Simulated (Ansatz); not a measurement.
Ligand exchange: C2H7FSi2 + C4H4F2 → C2H8Si2 + C4H3F3

Gas-phase species: C2H7FSi2 `C=C[SiH2][SiH2]F`, singlet; C4H4F2 `FC1=CC(F)C1`, singlet; C2H8Si2 `C=C[SiH2][SiH3]`, singlet; C4H3F3 `FC1=CC(F)C1F`, singlet. The partners trade F for H: Si–F and C–H bonds give way to Si–H and C–F.

Shapes, held fixed at every level: PBE0-D4/def2-TZVP. Flexible molecules stand in one conformer, not always the lowest. Programs: Ansatz 0.2.0. The zero-point and thermal change to 298 K, harmonic and unscaled (PBE0-D4/def2-TZVP), is -7.7 kJ/mol.

| level | kind | ΔH(298 K) (kJ/mol) | less CCSD(T)/CBS estimate | CPU time (sum over the molecules) |
| --- | --- | --- | --- | --- |
| r2SCAN-D4/def2-TZVPP | meta-GGA | +183.5 | -9.6 | 78 s |
| BHLYP-D4/def2-TZVPP | global hybrid | +190.4 | -2.7 | 52 s |
| PBE0-D4/def2-TZVPP | global hybrid | +178.4 | -14.7 | 51 s |
| wB97M-V/def2-TZVPP | range-separated hybrid | +184.5 | -8.6 | 3.1 min |
| wB97X-V/def2-TZVPP | range-separated hybrid | +181.2 | -11.9 | 2.1 min |
| B2PLYP/def2-TZVPP | double hybrid | +190.1 | -3.0 | 93 s |
| MP2/def2-SVP | perturbation theory | +173.5 | -19.6 | – |
| CCSD(T)/CBS estimate | coupled cluster or CI | +193.1 | 0.0 | – |

The highest level, CCSD(T)/CBS estimate, gives ΔH(298 K) = +193.1 kJ/mol; the levels span +173.5 to +193.1. The column of differences is taken from that level and isn't an error. No measured value is set beside it here. The CBS estimate extrapolates MP2 from def2-TZVPP and def2-QZVPP and adds CCSD(T) − MP2 in the triple-zeta set, cores frozen. Times are processor times on shared x86 and Arm servers, and rough.

The exchange is strongly endothermic at every level, so fluorine clearly prefers silicon to carbon in this pair. C–F is itself a strong bond, but Si–F is stronger still: silicon is more electropositive, which gives the bond a larger ionic contribution, and fluorine lone pairs can delocalise into σ* orbitals at silicon. Moving hydrogen the other way adds to the cost, since C–H is generally stronger than Si–H. The negative thermal correction probably reflects the replacement of a stiff C–H stretch by a softer Si–H one, and it offsets little of the electronic penalty.

All the cheaper levels fall below the coupled-cluster value, but their spread is small beside the reaction enthalpy and leaves the direction in no doubt. BHLYP and B2PLYP come closest, perhaps helped by their large share of exact exchange, though r2SCAN, which has none, lies nearer the reference than PBE0. With equal numbers of gas molecules on both sides, entropy is unlikely to overturn the preference; the enthalpy says nothing about the barrier to exchange.
